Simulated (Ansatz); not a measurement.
# Ti3PO2: energy above lowest point against volume scale

All results are calculated (Ansatz 0.2.0). Free energy against uniform scaling of the volume at fixed shape and fractions; periodic cell, basis, potentials, k mesh and filling as listed.

The cell before it is scaled or strained (space group P-3m1, No. 164):
```
CELL_PARAMETERS angstrom
3.17240 0.00000 0.00000
-1.58620 2.74740 0.00000
0.00000 0.00000 8.02280
ATOMIC_POSITIONS crystal
Ti 0.33333 0.66667 0.70676
Ti 0.66667 0.33333 0.29324
Ti 0.00000 0.00000 0.00000
P 0.00000 0.00000 0.50000
O 0.33333 0.66667 0.14226
O 0.66667 0.33333 0.85774
```

Settings of every row: functional PBE; dispersion none; potentials PAW; wave cutoff 500 eV; density cutoff 2000 eV; k mesh 8x8x3; k shift 0x0x0; occupations fermi dirac; smearing width 0.05 eV; spin none.

Limits: coarse k mesh, up to 40 meV an atom off; odd electron count without spin; the cell comes from a prototype or a list of computed structures and needn't be the stable phase.

| row | volume scale | V (Å³/atom) | energy above lowest point (meV/atom) |
| --- | --- | --- | --- |
| 1 | 0.88 | 10.256 | 113.9 |
| 2 | 0.92 | 10.722 | 45.7 |
| 3 | 0.96 | 11.188 | 9.8 |
| 4 | 1 | 11.654 | 0 |
| 5 | 1.04 | 12.12 | ? |
| 6 | 1.08 | 12.587 | 39.3 |
| 7 | 1.12 | 13.053 | 81.2 |

Question: what energy above lowest point should row 5 give?

Worked fit of energy above lowest point. Take u = (V_r/V)^(2/3) − 1 with V_r = 11.421 Å³ an atom, which is twice the finite (Eulerian) strain; such expansions in the strain, on which the Birch-Murnaghan equation of state is built, carry the rest volume and the bulk modulus. The shown rows have u = 0.07436, 0.043, 0.01384, -0.01337, -0.06275, -0.08519. Least squares give energy above lowest point = 1.98 + 354.6 × u + 15287 × u² + 2482 × u³ meV/atom; a parabola predicts inner rows, each left out in turn, worse (root mean square 0.38 against 0.046 meV/atom). All shown rows lie on it to the printed digit. Its lowest point lies at u = -0.0116, or V = 11.62 Å³ an atom, and the curvature there gives the bulk modulus at fixed shape and fractions, B = (4/9)(1 + u)² E″(u)/V = 182 GPa. Letting shape and atoms relax would as a rule lower it, by much in layered, chain or molecular crystals. The withheld row has u = -0.03883, so the fit gives 1.98 + 354.6 × (-0.03883) + 15287 × (-0.03883)² + 2482 × (-0.03883)³ = 11.1 meV/atom.

The calculation gave 11.2 meV/atom. The fit lies 0.1 meV/atom (0.088 % of the column's range) below it, one unit of the last digit.
